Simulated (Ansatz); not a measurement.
# CaMg₂O₃: phonon heat capacity and phonon entropy against temperature

Harmonic vibrational free energy, entropy and heat capacity at constant volume, per atom, from the force constants of a q mesh, imaginary modes left out; plane waves with PAW datasets, Gamma-centred k mesh. The results are calculated, by Ansatz 0.2.0.

Structure of every row (space group P-3m1, No. 164):
```
cell vectors (Å)
   3.1487     0.0000     0.0000
  -1.5743     2.7268     0.0000
   0.0000     0.0000     7.7335
atoms (fractions of the cell vectors)
Ca  0.00000  0.00000  0.00000
Mg  0.33333  0.66667  0.34362
Mg  0.66667  0.33333  0.65638
O   0.33333  0.66667  0.81168
O   0.66667  0.33333  0.18832
O   0.00000  0.00000  0.50000
```

Settings of every row: functional PBE; dispersion none; spin none; wave cutoff 420 eV; k mesh 12x12x4; occupations fixed; smearing width 0 eV; pressure 0 GPa; phonon method linear response; q mesh 3x3x1.

Limits: coarse q mesh; phonon interpolation lacks quadrupole term; the cell comes from a prototype or a list of computed structures and needn't be the stable phase.

| row | temperature (K) | phonon heat capacity (kB/atom) | phonon entropy (kB/atom) | phonon free energy (meV/atom) |
| --- | --- | --- | --- | --- |
| 1 | 200 | 1.909 | 1.227 | 54.5 |
| 2 | 300 | 2.415 | 2.111 | 40 |
| 3 | 400 | 2.645 | 2.841 | 18.6 |
| 4 | 500 | 2.765 | 3.445 | -8.6 |
| 5 | 600 | 2.833 | 3.956 | -40.5 |
| 6 | 700 | ? | ? | ? |
| 7 | 800 | 2.904 | 4.782 | -116.1 |
| 8 | 900 | 2.924 | 5.125 | -158.9 |
| 9 | 1000 | 2.938 | 5.434 | -204.4 |

Question: what phonon heat capacity and phonon entropy should row 6 give?

Worked fit of phonon heat capacity. At high temperature a harmonic heat capacity falls short of its limit by a term in 1/T², so take t = (100 K / T)². The shown rows have t = 0.25, 0.11111, 0.0625, 0.04, 0.02778, 0.01562, 0.01235, 0.01. Least squares give phonon heat capacity = 2.9954 − 5.9752 × t + 6.523 × t² kB/atom; a straight line predicts inner rows, each left out in turn, worse (root mean square 0.038 against 0.0038 kB/atom). The rows lie off it by 0.000, 0.003, -0.002, -0.002, -0.001, 0.000, 0.001, 0.002. The constant, 2.9954 kB/atom, is to be held against the harmonic limit of 3 k_B an atom. The withheld row has t = 0.02041, so the fit gives 2.9954 − 5.9752 × (0.02041) + 6.523 × (0.02041)² = 2.876 kB/atom.

The calculation gave 2.876 kB/atom. The fit meets it to the printed digit.

Worked fit of phonon entropy. Entropy rises as the heat capacity times the change of ln T, so take t = ln(T / 300 K). The shown rows have t = -0.4055, 0, 0.2877, 0.5108, 0.6931, 0.9808, 1.0986, 1.204. Least squares give phonon entropy = 2.1363 + 2.39589 × t + 0.29567 × t² kB/atom; a straight line predicts inner rows, each left out in turn, worse (root mean square 0.072 against 0.019 kB/atom). The rows lie off it by 0.014, -0.025, -0.009, 0.008, 0.017, 0.011, 0.000, -0.016 (root mean square 0.014 kB/atom), a smooth pattern that one more power would take up: the form is only approximate. The slope at t = 0, 2.4 kB/atom, estimates the heat capacity at 300 K. The withheld row has t = 0.8473, so the fit gives 2.1363 + 2.39589 × (0.8473) + 0.29567 × (0.8473)² = 4.379 kB/atom.

The calculation gave 4.396 kB/atom. The fit lies 0.017 kB/atom (0.4 % of the column's range) below it; its largest miss of a shown row is 0.025 kB/atom.

The other values of row 6: phonon free energy -76.6 meV/atom.
